### Question

The map below gives the energy of a germanium crystal under two strains at once. The first strain is a shear γ in the xy plane, the second a stretch ε along z; x, y and z are the cube axes, and the sides of the cell along x and y are held. The atoms keep their fractional coordinates at every point. Each atom occupies 22.2 Å³.

Ansatz 0.2.0, DFT with the LDA functional, scalar-relativistic, no spin polarisation, PAW and plane waves to 420 eV, for the two-atom cell of diamond-structure Ge; 14×14×14 k mesh, Gaussian smearing of 0.15 eV. The first strain is the engineering shear xy, the second the normal strain along z, with fractional coordinates fixed. Free energies are relative to the relaxed cell.

```tsv
second strain	free energy change at first strain -0.08 (meV an atom)	free energy change at first strain -0.0533 (meV an atom)	free energy change at first strain -0.0267 (meV an atom)	free energy change at first strain 0 (meV an atom)
-0.04000	55.4	32.3	18.6	14.0
-0.02670	46.5	24.0	10.7	6.2
-0.01330	40.8	18.9	5.9	1.5
0.00000	38.2	16.9	4.2	0.0
0.01330	38.5	17.8	5.5	1.4
0.02670	41.7	21.6	9.7	5.7
0.04000	47.7	28.2	16.6	12.7
```

An engineer wants two stiffnesses from this map: C11 for the stretch and C44 for the shear.

1. Find both. Which of them should not be used, and how do the numbers give it away?
2. Why does it fail, and would smaller strains help?
3. May the energies of shear and stretch simply be added?

### Model answer

**1. The suspect constant.** For a small shear the energy per atom is E = ½ C44 V γ², with V the volume per atom. At γ = ±0.08 and ε = 0 the table has 38.2 meV, so C44 = 2 × 0.0382 / (22.2 × 0.08²) = 0.54 eV/Å³, or about 86 GPa. The curvature of the column without shear gives C11 ≈ 120 GPa in the same way.

Measured values, roughly recalled, are 130 GPa for C11 and 67 GPa for C44. The computed C11 is thus about 7 % too low, while C44 is nearly 30 % too high. A crystal that LDA made too stiff in general would show an excess in both. The fault belongs to the shear, and C44 is the constant to reject.

**2. The cause.** Each atom has two bonds pointing up along z and two pointing down. The upper pair lies along one diagonal of the xy plane, the lower pair along the other. A shear stretches one diagonal and shrinks the other, so at γ = 0.08 one pair grows by 2.7 % and the other shrinks by about as much. If the atom could move along z towards its lengthened bonds, both pairs would recover, at the price of bent bond angles. The map forbids this move. Under a pure z stretch symmetry leaves the atoms no reason to move, and C11 is unharmed.

Keating's model of springs for bond lengths and bond angles turns this into a formula. Let s be the stiffness against stretching bonds and b that against bending angles, and let w be the atom's shift, scaled so that w = γ restores the bond lengths. The shear energy is then proportional to

s(γ − w)² + b(γ + w)².

With the atoms frozen, w = 0 and C44 = s + b. With the atoms free, w settles at the minimum and C44 = 4sb/(s + b).

The best w is proportional to γ, so the energy saved grows as γ², exactly like the elastic energy itself. The relative error therefore survives in the limit of zero strain. The table agrees: all three sizes of shear give a C44 of 85 to 86 GPa. Smaller strains don't help; only letting the atoms relax does.

**3. Adding the energies.** At γ = ±0.08 and ε = −0.04 the sum of the separate energies is 38.2 + 14.0 = 52.2 meV, but the map has 55.4 meV. At ε = +0.04 the sum is too high by the same 3.2 meV. The sign changes because a given shear costs about 2 % less for each 0.01 of z stretch. A likely reason, untested here, is that stretching lengthens all bonds and longer bonds are softer. The atoms are frozen here too, so the size of this coupling need not hold for a crystal whose atoms relax.

This failure is of another kind. Reversing the shear leaves the energy unchanged, so the lowest term that couples the two strains is γ²ε. Compared with the shear energy it fades in proportion to ε, and for small enough stretches the energies do add.

### Remarks on the reasoning

**Smoothness is no evidence.** A frozen crystal has a perfectly good energy surface of its own, with a clean parabola at the bottom. A student who judges C44 by the quality of the parabola, or by its agreement between shears, will accept the wrong value with confidence. A more useful test sets two constants beside measured values, one from a strain that pushes the atoms off their sites and one from a strain that doesn't. Where the forces are printed, they show the fault directly: a sheared crystal with frozen atoms has forces left on them.

**The bond model gives a second test.** To first order, a z stretch and an equal shear change every squared bond length by the same amount, apart from the sign, so s enters both constants equally. The stretch alters the scalar products of all six pairs of bonds at an atom, the shear those of only two, so C11 = s + 3b against a frozen C44 of s + b. The same counting gives C12 = s − b, where C12 links a stretch along one cube axis to the stress along another.

Take C11 = 120 GPa from the map and a roughly recalled measured C12 of 48 GPa. Then b = (120 − 48)/4 = 18 GPa and s = 48 + 18 = 66 GPa. The model predicts a C44 of 84 GPa with frozen atoms and 57 GPa with free ones. The map's 86 GPa, which had no part in setting s and b, carries the mark of the frozen crystal.

The model is less good at the size of the correction. Its relaxed value lies well below the measured 67 GPa, so it gives only a rough idea of how much relaxation lowers C44. How the real excess divides between frozen atoms, LDA and temperature is left open by this comparison. The printed output below holds these estimates, together with a cubic fit to the column without shear and a straight line through the cost of the largest shear, each over all seven z strains.

**A limiting case makes the mechanism plain.** Let b go to zero, so that the bonds hinge freely. A relaxed crystal then has no stiffness against a small shear, because the atoms shift until every bond has its old length, while a frozen one still resists with the full s. The softer the angles are beside the bonds, the worse a frozen map misleads.

**The crystal structure tells where to expect the fault.** In rock salt every atom sits at a centre of inversion, which a uniform strain preserves. No force arises on the atoms, and the same frozen map would give a sound C44. Diamond and zinc blende have no such centre at their atoms, and there the shear constant needs relaxed atoms.

**The error reaches a practical case.** A germanium transistor channel stressed along a face diagonal of the cube undergoes this shear, together with stretches along the cube axes. With the frozen C44, the shear stress inferred from a known strain would come out too high by the same fraction as the constant itself.

Printed output of the fit:

```
fit of E_3 on 7 rows: coefficient of ez -3.166 +/- 0.81, coefficient of ez**2 8343 +/- 8.5, coefficient of ez**3 -8213 +/- 607; rms 0.016, worst -0.0133 0.0372, leave-one-out rms 0.0258
C11 from pure z strain, GPa: 120.4
frozen C44 from shear 0.08, GPa: 86.11
frozen C44 from shear 0.0533, GPa: 85.72
frozen C44 from shear 0.0267, GPa: 85.21
C11 relative to rough recalled measured value, percent: -7.412
frozen C44 relative to rough recalled measured value, percent: 28.53
bond model C44 with frozen atoms, GPa: 84.18
bond model C44 with relaxed atoms, GPa: 56.81
lengthened bonds at shear 0.08 with frozen atoms, percent: 2.684
shortened bonds at shear 0.08 with frozen atoms, percent: -2.648
shear 0.08 in meV an atom:
      row  cost of shear  sum of separate energies less computed
    -0.04           41.4                                    -3.2
  -0.0267           40.3                                    -2.1
  -0.0133           39.3                                    -1.1
      0.0           38.2                                       0
   0.0133           37.1                                     1.1
   0.0267             36                                     2.2
     0.04             35                                     3.2
fit of cost3 on 7 rows: constant 38.19 +/- 0.013, coefficient of ez -80.34 +/- 0.49; rms 0.0292, worst -0.0133 -0.0457, leave-one-out rms 0.0408
fall of shear cost per 0.01 of z stretch, percent: 2.104
coupling at shear 0.08 over that at 0.0533 (2.25 if quadratic in shear): 2.286
z strain of lowest energy at shear 0.08: 0.005005
```
